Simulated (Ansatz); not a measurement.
**Lu: from λ and ω_log to T_c (computed with Ansatz 0.2.0)**

Space group P6_3/mmc (No. 194), 2 atoms in the cell of the first input below: a = 3.443 Å, b = 3.443 Å, c = 5.343 Å, α = 90.00°, β = 90.00°, γ = 120.00°.

The cell was built from a prototype of a structure type listed for this element, relaxed without spin–orbit coupling to zero pressure (pressure 0.0 GPa with this functional, without spin–orbit coupling). Functional: PBEsol.

Input:

```yaml
crystal:
  lattice:
    - [3.4431749798, 0.0, 0.0]
    - [-1.7215874899, 2.9818770022, 0.0]
    - [0.0, 0.0, 5.3427159497]
  atoms:
    - { symbol: Lu, position: [0.3333333333, 0.6666666667, 0.75] }
    - { symbol: Lu, position: [0.6666666667, 0.3333333333, 0.25] }
basis:
  ecutwfc: 420
  ecutrho_ratio: 4
kpoints:
  mp_grid: { grid: [12, 12, 6] }
hamiltonian:
  xc: pbesol
scf:
  occupations: { method: methfessel_paxton, width: 0.2 }
output: {}
phonons:
  supercell: [2, 2, 2]
  qpath:
    path:
      - [[0.0, 0.0, 0.0], [0.5, 0.0, 0.0], [0.33333333, 0.33333333, 0.0], [0.0, 0.0, 0.0], [0.0, 0.0, 0.5], [0.5, 0.0, 0.5], [0.33333333, 0.33333333, 0.5], [0.0, 0.0, 0.5]]
      - [[0.5, 0.0, 0.5], [0.5, 0.0, 0.0]]
      - [[0.33333333, 0.33333333, 0.5], [0.33333333, 0.33333333, 0.0]]
    npoints: 6
  electrical_resistivity: { mesh: [24, 24, 12], temperatures: [50, 100, 200, 300, 500] }
  superconductivity: { mesh: [24, 24, 12], eliashberg_equations: false }
```

```bash
ansatz run input.yaml --threads 8 --pin off --max-ram 15360MiB --backend cpu --events-out ev --progress --plain --runs-dir out
```

Time: 3.6 min on 8 threads of AMD EPYC 7R43 64-Core Processor (Zen 3) (shared host), peak memory 7.1 GiB.

On the finest mesh λ = 0.5385, ω_log = 9.478 meV, N(E_F) = 1.543 states per eV, spin and cell. λ by mesh: 24×24×12 0.539, 12×12×6 0.519, 6×6×3 0.496.

What T_c does McMillan's formula in the Allen–Dynes form give for μ* = 0.10?

T_c = (ω_log/1.2) exp[−1.04(1+λ)/(λ − μ*(1+0.62λ))] = (109.99 K/1.2) × exp(−1.6000/0.4051) = 1.77 K. λ still moved by 4 % between the two finest meshes, so T_c isn't settled to the digits shown. By mesh, finest first, the same formula gives 1.77, 1.54, 1.29 K.

| μ* | McMillan (K) | Allen–Dynes with strong-coupling factors (K) |
| --- | --- | --- |
| 0.08 | 2.25 | 2.31 |
| 0.10 | 1.77 | 1.81 |
| 0.12 | 1.34 | 1.36 |
| 0.13 | 1.15 | 1.17 |
| 0.14 | 0.97 | 0.99 |
| 0.16 | 0.67 | 0.68 |
| 0.20 | 0.25 | 0.26 |

Caveats: no spin-orbit coupling, which matters for these elements; small supercell, couplings not converged in it; with so small a supercell and a typed μ*, T_c can miss a measured one by a factor of two or more; λ is not converged in the mesh, and T_c depends on it steeply.

The numbers describe a phonon-mediated superconductor of weak to moderate coupling, in which the strong-coupling factors hardly alter T_c. The steep fall from 2.25 to 0.25 K across the table arises because Coulomb repulsion cancels part of a modest attraction, and the small remainder sits in an exponent. The heavy atoms keep ω_log low, while the carriers are mainly 5d and 6s in character; the filled 4f shell lies well below the Fermi level and carries no pair-breaking moment.

Even so, lutetium at ambient pressure is known to superconduct only far below the 1.77 K found for μ* = 0.10. A likely cause is the neglect of spin fluctuations, which in early transition metals with a narrow d band weaken singlet pairing and aren't covered by a usual μ*. The relaxed cell is also smaller than the measured one, notably along c, probably through overbinding by the functional; since compression is known to favour superconductivity in lutetium, this may add to the overestimate. The calculation therefore supports appreciable electron–phonon attraction, but not a transition near 1.77 K.
